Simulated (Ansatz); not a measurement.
**Electron–phonon coupling and T_c of Tl, calculated with Ansatz**

Space group P6_3/mmc (No. 194), 2 atoms in the cell of the first input below: a = 3.481 Å, b = 3.481 Å, c = 5.478 Å, α = 90.00°, β = 90.00°, γ = 120.00°.

The cell was built from a prototype of a structure type listed for this element, relaxed without spin–orbit coupling to zero pressure (pressure 0.0 GPa with this functional, without spin–orbit coupling). Functional: PBEsol.

Input:

```yaml
crystal:
  lattice:
    - [3.4808641744, 0.0, 0.0]
    - [-1.7404320872, 3.0145168021, 0.0]
    - [0.0, 0.0, 5.4776577985]
  atoms:
    - { symbol: Tl, position: [0.3333333333, 0.6666666667, 0.75] }
    - { symbol: Tl, position: [0.6666666667, 0.3333333333, 0.25] }
basis:
  ecutwfc: 420
  ecutrho_ratio: 4
kpoints:
  mp_grid: { grid: [12, 12, 6] }
hamiltonian:
  xc: pbesol
scf:
  occupations: { method: methfessel_paxton, width: 0.2 }
output: {}
phonons:
  supercell: [2, 2, 2]
  qpath:
    path:
      - [[0.0, 0.0, 0.0], [0.5, 0.0, 0.0], [0.33333333, 0.33333333, 0.0], [0.0, 0.0, 0.0], [0.0, 0.0, 0.5], [0.5, 0.0, 0.5], [0.33333333, 0.33333333, 0.5], [0.0, 0.0, 0.5]]
      - [[0.5, 0.0, 0.5], [0.5, 0.0, 0.0]]
      - [[0.33333333, 0.33333333, 0.5], [0.33333333, 0.33333333, 0.0]]
    npoints: 6
  electrical_resistivity: { mesh: [24, 24, 12], temperatures: [50, 100, 200, 300, 500] }
  superconductivity: { mesh: [24, 24, 12], eliashberg_equations: false }
```

```bash
ansatz run input.yaml --threads 8 --pin off --max-ram 15360MiB --backend cpu --events-out ev --progress --plain --runs-dir out
```

Time: 2.4 min on 8 threads of AMD EPYC 7R43 64-Core Processor (Zen 3), with other jobs on the host, peak memory 3.4 GiB.

On the finest mesh λ = 0.9598, ω_log = 3.736 meV, N(E_F) = 0.397 states per eV, spin and cell. λ by mesh: 24×24×12 0.960, 12×12×6 1.025, 6×6×3 0.951. ω_log by mesh: 3.74, 3.83, 4.13 meV.

Task: What T_c does McMillan's formula in the Allen–Dynes form give for μ* = 0.10?

Result: T_c = (ω_log/1.2) exp[−1.04(1+λ)/(λ − μ*(1+0.62λ))] = (43.35 K/1.2) × exp(−2.0382/0.8003) = 2.83 K. λ still moved by 7 % between the two finest meshes, so T_c isn't settled to the digits shown. By mesh, finest first, the same formula gives 2.83, 3.21, 3.08 K.

| μ* | McMillan (K) | Allen–Dynes with strong-coupling factors (K) |
| --- | --- | --- |
| 0.08 | 3.12 | 3.35 |
| 0.10 | 2.83 | 3.02 |
| 0.12 | 2.55 | 2.70 |
| 0.13 | 2.41 | 2.55 |
| 0.14 | 2.27 | 2.40 |
| 0.16 | 2.00 | 2.11 |
| 0.20 | 1.50 | 1.57 |

Caveats: no spin-orbit coupling, which matters for these elements; small supercell, couplings not converged in it; with so small a supercell and a typed μ*, T_c can miss a measured one by a factor of two or more; λ is not converged in the mesh, and T_c depends on it steeply.

The numbers describe thallium as a fairly strongly coupled superconductor whose T_c is held down by its low phonon energies. The density of states at the Fermi level is modest, so the large λ probably owes much to a soft lattice. The 6s pair contributes little to bonding, which leaves mainly the single 6p electron to hold the metal together, and weak force constants raise λ. The heavy atomic mass lowers the frequencies further, but in the harmonic picture it cancels out of λ and only reduces the energy scale that sets T_c.

The meshes show both factors at work: the finest has a slightly larger λ than the coarsest yet a lower T_c, because ω_log has fallen. The strong-coupling factors raise T_c only modestly at every μ*, so they don't change the picture.

The measured T_c of thallium lies within the tabulated range, which supports phonon-mediated pairing of about the right strength. Since λ, ω_log and μ* can offset one another, that agreement doesn't validate any of them separately.
